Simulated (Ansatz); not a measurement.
# A series in volume scale on Mo

Free energy against uniform scaling of the volume at fixed shape and fractions; periodic cell, basis, potentials, k mesh and filling as listed. The results are calculated, by Ansatz 0.2.0.

The cell before it is scaled or strained (space group Im-3m, No. 229):
```
CELL_PARAMETERS angstrom
-1.57340 1.57340 1.57340
1.57340 -1.57340 1.57340
1.57340 1.57340 -1.57340
ATOMIC_POSITIONS crystal
Mo 0.00000 0.00000 0.00000
```

Settings of every row: functional PBE; dispersion none; potentials PAW; wave cutoff 500 eV; density cutoff 2000 eV; k mesh 13x13x13; k shift 0x0x0; occupations cold; smearing width 0.15 eV; spin none.

Limits: coarse k mesh, up to 40 meV an atom off.

| row | volume scale | V (Å³/atom) | pressure (GPa) | energy above lowest point (meV/atom) |
| --- | --- | --- | --- | --- |
| 1 | 0.92 | 14.334 | 30.34 | 122.9 |
| 2 | 0.9467 | 14.75 | ? | ? |
| 3 | 0.9733 | 15.164 | 10.98 | 18.2 |
| 4 | 1 | 15.58 | 3.23 | 0 |
| 5 | 1.0267 | 15.996 | -3.49 | 0.5 |
| 6 | 1.0533 | 16.411 | -9.34 | 17.4 |
| 7 | 1.08 | 16.827 | -14.43 | 48.3 |

Question: what pressure and energy above lowest point should row 2 give?

Worked fit of pressure. Take u = (V_r/V)^(2/3) − 1 with V_r = 15.788 Å³ an atom, which is twice the finite (Eulerian) strain; such expansions in the strain, on which the Birch-Murnaghan equation of state is built, carry the rest volume and the bulk modulus. The shown rows have u = 0.06653, 0.02725, 0.00888, -0.00869, -0.02547, -0.0416. Least squares give pressure = −0.254 + 382.35 × u + 1061.6 × u² + 1551 × u³ GPa; a parabola predicts inner rows, each left out in turn, worse (root mean square 0.076 against 0.016 GPa). The rows lie off it by 0.00, 0.00, 0.00, 0.01, -0.01, 0.00. The pressure vanishes at u = 0.0007, or V = 15.77 Å³ an atom, and there the bulk modulus at fixed shape and fractions is B = −V dP/dV = (2/3)(1 + u) dP/du = 256 GPa. The withheld row has u = 0.04638, so the fit gives −0.254 + 382.35 × (0.04638) + 1061.6 × (0.04638)² + 1551 × (0.04638)³ = 19.92 GPa.

The calculation gave 19.97 GPa. The fit lies 0.05 GPa (0.11 % of the column's range) below it; its largest miss of a shown row is 0.01 GPa.

Worked fit of energy above lowest point. Take u = (V_r/V)^(2/3) − 1 with V_r = 15.788 Å³ an atom, which is twice the finite (Eulerian) strain; such expansions in the strain, on which the Birch-Murnaghan equation of state is built, carry the rest volume and the bulk modulus. The shown rows have u = 0.06653, 0.02725, 0.00888, -0.00869, -0.02547, -0.0416. Least squares give energy above lowest point = −1.92 − 38.9 × u + 28359 × u² + 6416 × u³ meV/atom; a parabola predicts inner rows, each left out in turn, worse (root mean square 0.31 against 0.068 meV/atom). The rows lie off it by 0.0, 0.0, 0.0, -0.1, 0.0, 0.0. Its lowest point lies at u = 0.0007, or V = 15.77 Å³ an atom, and the curvature there gives the bulk modulus at fixed shape and fractions, B = (4/9)(1 + u)² E″(u)/V = 257 GPa. The withheld row has u = 0.04638, so the fit gives −1.92 − 38.9 × (0.04638) + 28359 × (0.04638)² + 6416 × (0.04638)³ = 57.9 meV/atom.

The calculation gave 58 meV/atom. The fit lies 0.1 meV/atom (0.081 % of the column's range) below it, one unit of the last digit.
